\section*{Critical coagulation concentration and the Schulze--Hardy rule}

\subsection*{Statement}

Conventions: $e$ is the elementary charge and $\mathrm{e}=2.718\ldots$ is Euler's number; $\epsilon=\epsilon_0\epsilon_r$; $y=e\psi/k_BT$ is the reduced potential; ion species $i$ has signed valence $z_i$ and bulk number density $n_i$. The Bjerrum length and the Debye parameter are
\begin{equation}
\lambda_B=\frac{e^2}{4\pi\epsilon k_BT},\qquad \kappa^2=4\pi\lambda_B\sum_i n_iz_i^2=8\pi\lambda_B I, \label{eq:def}
\end{equation}
with $I$ the ionic strength as a number density. Two equal spheres of radius $a$ at surface separation $h$ interact, in the theory of Derjaguin and Landau (1941) and Verwey and Overbeek (1948), through
\begin{equation}
U(h)=\frac{a\,k_BT\,Y^2}{2\lambda_B}\,\mathrm{e}^{-\kappa h}-\frac{Aa}{12h}, \label{eq:U}
\end{equation}
where $A$ is the Hamaker constant across the liquid and $Y$ is the far-field amplitude of an isolated double layer, $y\to Y\mathrm{e}^{-\kappa x}$. The barrier top falls to zero, $U=dU/dh=0$, at
\begin{equation}
\kappa_c h_c=1,\qquad \kappa_c=\frac{6Y^2}{\mathrm{e}\,\lambda_B}\frac{k_BT}{A},\qquad
I_c=\frac{9}{2\pi \mathrm{e}^2}\,\frac{Y^4}{\lambda_B^3}\left(\frac{k_BT}{A}\right)^2, \label{eq:Ic}
\end{equation}
with $9/2\pi\mathrm{e}^2=0.194$ and no dependence on $a$. For a symmetric $z{:}z$ salt with density $n$ of each ion, $Y=4\gamma/z$, the repulsion equals $64\pi a\,nk_BT\gamma^2\mathrm{e}^{-\kappa h}/\kappa^2$, and the critical coagulation concentration is
\begin{equation}
n_c=\frac{1152}{\pi\mathrm{e}^2}\,\frac{\gamma^4}{z^6\lambda_B^3}\left(\frac{k_BT}{A}\right)^2,\qquad
\gamma=\tanh\frac{ze\psi_0}{4k_BT}, \label{eq:nc}
\end{equation}
with $1152/\pi\mathrm{e}^2=49.6$. It varies as $z^{-6}$ at high potential and as $\psi_0^4/z^2$ at low potential. For a salt such as Na$_2$SO$_4$ at a positive surface (divalent counterion, monovalent co-ion, salt density $n_s$), Eq.~\eqref{eq:nc} does not apply and is replaced by
\begin{equation}
n_{s,c}=\frac{I_c}{3},\qquad Y=6\,\frac{1-s_0}{1+s_0},\qquad s_0=\sqrt{\frac{1+2\mathrm{e}^{-y_0}}{3}}. \label{eq:21}
\end{equation}
The empirical rule of Schulze (1882) and Hardy (1900) says that the coagulating power of a salt is set mainly by the valence of the counterion and rises steeply with it.

\subsection*{Premises}

(P1) The solvent is a dielectric continuum and the ions are point charges in their mean field (Poisson--Boltzmann theory). (P2) The particles are smooth, uniformly charged spheres with $\kappa a\gg1$ and $h\ll a$. (P3) $\psi_0$ is the potential at the inner boundary of the diffuse layer of an isolated particle, and this boundary coincides with the surface from which the dispersion force is counted. It is a given input. (P4) Overlapping double layers add linearly at the midplane. (P5) The dispersion attraction is non-retarded and described by one constant $A>0$. (P6) The two contributions add and no other force acts. (P7) Coagulation becomes fast when the maximum of $U$ reaches zero.

\subsection*{Step 1: the isolated double layer}

Poisson's equation $\epsilon\psi''=-e\sum_iz_in_i\mathrm{e}^{-z_iy}$, multiplied by $e/\epsilon k_BT$, reads
\begin{equation}
y''=-4\pi\lambda_B\sum_i z_in_i\,\mathrm{e}^{-z_iy}. \label{eq:PB}
\end{equation}
Multiplying by $y'$ and integrating from the bulk, where $y=y'=0$, gives $y'^2=8\pi\lambda_B\sum_in_i(\mathrm{e}^{-z_iy}-1)$. For a positive surface at $x=0$ the decaying root is
\begin{equation}
y'=-\kappa g(y),\qquad g^2=\frac{2\sum_in_i(\mathrm{e}^{-z_iy}-1)}{\sum_in_iz_i^2}. \label{eq:g}
\end{equation}
Bulk neutrality, $\sum_iz_in_i=0$, removes the linear term of the numerator, so $g\to y$ for small $y$ and the tail is $Y\mathrm{e}^{-\kappa x}$. Since $g$ depends only on the ratios of the $n_i$, the amplitude $Y$ depends on $y_0$ and the salt type but not on the salt concentration. Gauss's law gives the charge density behind the diffuse layer, $\sigma=-\epsilon\psi'(0)=e\kappa g(y_0)/4\pi\lambda_B$.

\emph{Symmetric salt.} Here $g^2=2(\cosh zy-1)/z^2$, so $g=(2/z)\sinh(zy/2)$. Because $d\ln\tanh(zy/4)=z\,dy/[2\sinh(zy/2)]=dy/g$, Eq.~\eqref{eq:g} integrates to
\begin{equation}
\tanh\frac{zy}{4}=\gamma\,\mathrm{e}^{-\kappa x}. \label{eq:GC}
\end{equation}
Far out the left side is $zy/4$, so $Y=4\gamma/z=y_0-z^2y_0^3/48+\ldots$, with the saturation value $4/z$.

\emph{Divalent counterion, monovalent co-ion.} The anion ($z=-2$) has density $n_s$ and the cation $2n_s$, so $\sum_in_iz_i^2=6n_s$, $I=3n_s$, and
\begin{equation}
g^2=\tfrac13\left(\mathrm{e}^{2y}+2\mathrm{e}^{-y}-3\right)=(\mathrm{e}^y-1)^2s^2,\qquad s^2=\tfrac13\left(1+2\mathrm{e}^{-y}\right).
\end{equation}
The factorisation uses $u^3-3u+2=(u-1)^2(u+2)$ with $u=\mathrm{e}^y$. Differentiating $s^2$ gives $2ss'=-\tfrac23\mathrm{e}^{-y}y'=\tfrac23\kappa(1-\mathrm{e}^{-y})s$, and $1-\mathrm{e}^{-y}=\tfrac32(1-s^2)$, so that
\begin{equation}
s'=\frac{\kappa}{2}(1-s^2),\qquad \frac{1-s}{1+s}=\frac{1-s_0}{1+s_0}\,\mathrm{e}^{-\kappa x}.
\end{equation}
For small $y$, $s\simeq1-y/3$ and the left side is $y/6$, which gives the $Y$ of Eq.~\eqref{eq:21}. Its expansion is $Y=y_0-y_0^2/6+\ldots$, and for $y_0\to\infty$, where $s_0=1/\sqrt3$, it saturates at $6(2-\sqrt3)=1.608$, below the value 2 of a 2:2 salt.

\subsection*{Step 2: repulsion between plates}

Between two equal plates the normal pressure in excess of the reservoir is the osmotic term minus the Maxwell stress $\epsilon\psi'^2/2$,
\begin{equation}
\Pi=k_BT\sum_in_i\left(\mathrm{e}^{-z_iy}-1\right)-\frac{k_BT}{8\pi\lambda_B}\,y'^2 .
\end{equation}
Its derivative is $-k_BT\,y'\,[\sum_iz_in_i\mathrm{e}^{-z_iy}+y''/4\pi\lambda_B]$, which vanishes by Eq.~\eqref{eq:PB}. The pressure may therefore be evaluated at the midplane, where $y'=0$ by symmetry. Expanding to second order in the midplane value $y_m$, and using neutrality again, $\Pi=k_BT\kappa^2y_m^2/8\pi\lambda_B$. By (P4), $y_m=2Y\mathrm{e}^{-\kappa h/2}$. The free energy per area is the work done against $\Pi$ from infinite separation:
\begin{equation}
\Pi=\frac{k_BT\kappa^2Y^2}{2\pi\lambda_B}\,\mathrm{e}^{-\kappa h},\qquad
W_{\rm el}(h)=\int_h^\infty\Pi\,dh'=\frac{k_BT\kappa Y^2}{2\pi\lambda_B}\,\mathrm{e}^{-\kappa h}.
\end{equation}
For a symmetric salt, $\kappa^2=8\pi\lambda_Bz^2n$ and $Y=4\gamma/z$ turn these into $64nk_BT\gamma^2\mathrm{e}^{-\kappa h}$ and $64nk_BT\gamma^2\mathrm{e}^{-\kappa h}/\kappa$.

\subsection*{Step 3: attraction between plates}

Following Hamaker (1937), sum a pair energy $-C_6/r^6$ over bodies of number density $\rho$. An atom at distance $D$ from a half-space has the energy
\begin{equation}
-C_6\rho\int_D^\infty dx\int_0^\infty\frac{2\pi r\,dr}{(r^2+x^2)^3}=-C_6\rho\int_D^\infty\frac{\pi\,dx}{2x^4}=-\frac{\pi C_6\rho}{6D^3}.
\end{equation}
Integration over the second half-space, $\rho\int_h^\infty dD$, gives
\begin{equation}
W_{\rm vdW}(h)=-\frac{A}{12\pi h^2},\qquad A=\pi^2C_6\rho^2 .
\end{equation}
The continuum theory of dispersion forces keeps this distance law in the non-retarded range and supplies $A$ for particles immersed in a liquid. Here $A$ is an input.

\subsection*{Step 4: from plates to spheres}

At distance $r\ll a$ from the axis each sphere recedes by $r^2/2a$, so the local gap is $h'=h+r^2/a$ and $2\pi r\,dr=\pi a\,dh'$. Treating each ring as a pair of parallel plates (Derjaguin, 1934), which (P2) allows,
\begin{equation}
U(h)=\pi a\int_h^\infty W(h')\,dh' .
\end{equation}
The upper limit may be extended to infinity because $W$ falls off on a scale small compared with $a$. The two terms give $ak_BTY^2\mathrm{e}^{-\kappa h}/2\lambda_B$ and $-Aa/12h$, which is Eq.~\eqref{eq:U}.

\subsection*{Step 5: the critical condition}

Write $U=B\mathrm{e}^{-\kappa h}-C/h$, with $B=ak_BTY^2/2\lambda_B$ and $C=Aa/12$. The two conditions are
\begin{equation}
B\mathrm{e}^{-\kappa h}=\frac{C}{h},\qquad \kappa B\mathrm{e}^{-\kappa h}=\frac{C}{h^2}.
\end{equation}
Their quotient is $\kappa h=1$, and the first then gives $\kappa_c=B/\mathrm{e}C=6Y^2k_BT/\mathrm{e}\lambda_BA$. The radius cancels. The solution is the touching point of a maximum: with $\xi=\kappa h$, $U>0$ holds if and only if $\xi\mathrm{e}^{-\xi}>\kappa C/B$, and $\xi\mathrm{e}^{-\xi}$ has its single maximum $1/\mathrm{e}$ at $\xi=1$. A positive barrier exists for $\kappa<\kappa_c$ and none for $\kappa>\kappa_c$. Then $I_c=\kappa_c^2/8\pi\lambda_B=36Y^4(k_BT/A)^2/8\pi\mathrm{e}^2\lambda_B^3$, which completes Eq.~\eqref{eq:Ic}. For a symmetric salt $n=I/z^2$ and $Y^4=256\gamma^4/z^4$, and $256\times9/2=1152$ yields Eq.~\eqref{eq:nc}. For the asymmetric salt $n_s=I/3$ yields Eq.~\eqref{eq:21}.

Premise (P7) rests on the kinetics. In the treatment of Fuchs (1934) the rate of pair formation is the free diffusion-limited rate divided by
\begin{equation}
w=2a\int_0^\infty\frac{\mathrm{e}^{U/k_BT}}{(2a+h)^2}\,dh ,
\end{equation}
with hydrodynamic drag in the gap omitted. A barrier of many $k_BT$ makes $w$ exponentially large. At the maximum $\partial U/\partial h=0$, so at fixed $\psi_0$ only the explicit dependence on $\kappa$ moves the barrier top, and $d\ln\kappa=\tfrac12 d\ln n$ gives
\begin{equation}
\left.\frac{dU_{\max}}{d\ln n}\right|_{c}=-\tfrac12\kappa hB\mathrm{e}^{-\kappa h}=-\frac{B}{2\mathrm{e}} . \label{eq:sharp}
\end{equation}
Since $B\propto a$, the change from slow to fast coagulation takes place within a relative concentration range of order $2\mathrm{e}k_BT/B$, which is narrow for large particles.

\subsection*{Step 6: valence dependence}

\emph{High potential}, $zy_0\gg4$: $\gamma\to1$ and $n_c\propto z^{-6}$, that is $1:1/64:1/729$ for $z=1,2,3$. A factor $z^{-4}$ comes from the saturated amplitude $4/z$ and a factor $z^{-2}$ from the conversion of ionic strength to concentration.

\emph{Low potential}, $zy_0\ll4$: $Y\to y_0$ for every salt, $I_c$ loses all dependence on valence, and
\begin{equation}
n_c\to\frac{9}{2\pi\mathrm{e}^2}\,\frac{1}{z^2\lambda_B^3}\left(\frac{e\psi_0}{A^{1/2}(k_BT)^{1/2}}\right)^4 .
\end{equation}
The ratio of the 1:1 to the 2:2 value at equal $\psi_0$ thus runs from 4 to 64.

\emph{Chloride against sulfate with a monovalent cation}: the ratio is $3(Y_{\rm Cl}/Y_{\rm SO_4})^4$. It runs from 3 at low potential to $3[4/6(2-\sqrt3)]^4=115$ at saturation. The exponent $-6$ belongs to symmetric salts only.

If the charge density and not the potential of the isolated particle is the fixed input, the low-potential relation $Y=4\pi\lambda_B\sigma/e\kappa$ inserted in Eq.~\eqref{eq:Ic} gives $\kappa_c^3\propto\sigma^2/A$ and $I_c\propto\sigma^{4/3}A^{-2/3}$, again independent of valence.

\subsection*{Range of validity}

The sizes quoted use the inputs of the illustration below.

\emph{Superposition.} (P4) is asymptotic in $\kappa h$, whereas the result needs it at $\kappa h=1$. At low potential the plate problem is solved exactly by $y\propto\cosh\kappa x$ about the midplane. Fixed surface potential gives $y_m=y_0/\cosh(\kappa h/2)$ and fixed surface charge gives $y_m=y_0/\sinh(\kappa h/2)$, with $y_0$ the isolated value. The two integrations of Steps 2 and 4 replace $\mathrm{e}^{-\xi}$ by $f=\ln(1+\mathrm{e}^{-\xi})$ and $f=-\ln(1-\mathrm{e}^{-\xi})$, and the argument of Step 5 gives $\kappa_c=(B/C)\max[\xi f(\xi)]$. The maxima are 0.316 at $\xi=1.14$ and $(\ln2)^2=0.480$ at $\xi=\ln2$, against $1/\mathrm{e}=0.368$. The critical concentration is multiplied by 0.74 and 1.71, while the low-potential scaling is unchanged. In the chloride example $y_m=2Y\mathrm{e}^{-1/2}=1.4$ is not small, so these factors are only an estimate of the size there.

\emph{Criterion.} Asking instead that the repulsive force vanish everywhere, $U'=U''=0$, gives $\kappa h=2$, $\kappa=4B/\mathrm{e}^2C$ and a concentration larger by $16/\mathrm{e}^2=2.17$, with the same dependence on $z$, $\psi_0$ and $A$.

\emph{Curvature.} The full sphere--sphere sum is $-(A/6)[2/(t^2-4)+2/t^2+\ln(1-4/t^2)]$ with $t=2+h/a$. For $a=50$~nm and $h=1.83$~nm it is 0.78 of $-Aa/12h$. Solving $U=U'=0$ with it raises the chloride concentration by a factor 1.6. The curvature factor of the repulsion in linear theory, $2a/(2a+h)=0.98$, matters little. Retardation and salt screening of the zero-frequency part weaken the attraction further.

\emph{Saturation.} For $A=3\times10^{-20}$~J the limit $\gamma=1$ puts a 1:1 salt at 4.2~mol/L with $h_c=0.15$~nm, less than the size of a water molecule. (P1), (P3) and (P6) fail there. For strongly attracting oxides the $z^{-6}$ limit lies outside the range of the model.

\emph{Ion correlations.} Mean-field theory needs a small coupling parameter $\Xi=2\pi z^3\lambda_B^2\sigma/e$, with $z$ the counterion valence. It is 0.24 for chloride and 1.7 for Na$_2$SO$_4$ in the example, so the divalent case is marginal.

\emph{Specific adsorption.} Nothing in the derivation makes $\psi_0$ the same for different salts. Because $I_c\propto Y^4$, a counterion that binds to the surface and lowers $\psi_0$ lowers the critical concentration steeply.

Altogether the prefactor is uncertain by about a factor of two. Ratios between salts are safer than absolute values, provided $\psi_0$ is known for each salt.

\subsection*{Illustration: positive hematite sol}

Inputs: water at 298.15~K with $\epsilon_r=78.4$; pH near 5, well below the point of zero charge of hematite (typically near pH 9), where sulfate is fully dissociated and the acid adds little to the ionic strength; $A=3\times10^{-20}$~J, an approximate value for hematite across water; $a=50$~nm; $\psi_0=+30$~mV for all salts. Then $\lambda_B=0.715$~nm, $k_BT/e=25.69$~mV, $A/k_BT=7.29$ and $y_0=1.168$. For NaCl, $\gamma=0.284$. For Na$_2$SO$_4$, $s_0=0.735$. MgSO$_4$ is treated as a fully dissociated 2:2 salt with an indifferent cation, and $\gamma=0.525$. Equations~\eqref{eq:Ic}--\eqref{eq:21}, with unrounded intermediate values and $c=n/N_A$, give the model's values, the ratio being that of NaCl to the salt:

\begin{center}
\begin{tabular}{lccccc}
salt & $Y$ & $\kappa_c$ (nm$^{-1}$) & $h_c$ (nm) & $c_c$ (mmol/L) & ratio\\ \hline
NaCl & 1.136 & 0.546 & 1.83 & 28 & 1\\
MgSO$_4$ & 1.051 & 0.468 & 2.14 & 5.1 & 5.5\\
Na$_2$SO$_4$ & 0.915 & 0.355 & 2.82 & 3.9 & 7.1
\end{tabular}
\end{center}

The second digit of $c_c$ serves only to form the ratios. For chloride $\kappa_ca=27$, the diffuse-layer charge is 12~mC/m$^2$ (10~mC/m$^2$ for Na$_2$SO$_4$), and Eq.~\eqref{eq:sharp} gives a barrier that rises by $8.3\,k_BT$ per unit decrease of $\ln c$. The ratios lie close to the low-potential limits 4 and 3 and far from 64 and 115. The same expressions hold for the positive alumina or ceria abrasives of acidic polishing slurries used in wafer processing, with $c_c$ rescaled as $A^{-2}$.

The potential was chosen so that the chloride value falls among the tens of mmol/L typical of hematite sols, so that entry is no test of the model, and for sulfate, where a few tenths of a mmol/L are typical, the model's 4 to 5~mmol/L is too high by roughly an order of magnitude. The failing assumption is the common $\psi_0$: sulfate binds to iron oxide surfaces and neutralises part of their charge. The sensitivity is large. If $\psi_0$ is halved to 15~mV in Na$_2$SO$_4$ only, then $Y=0.523$, the model's $c_c$ is 0.41~mmol/L, and the ratio to the chloride value at 30~mV becomes 67. A ratio near $2^6$ can therefore arise far from saturation, through the dependence of $\psi_0$ on the counterion, and does not by itself establish the high-potential limit.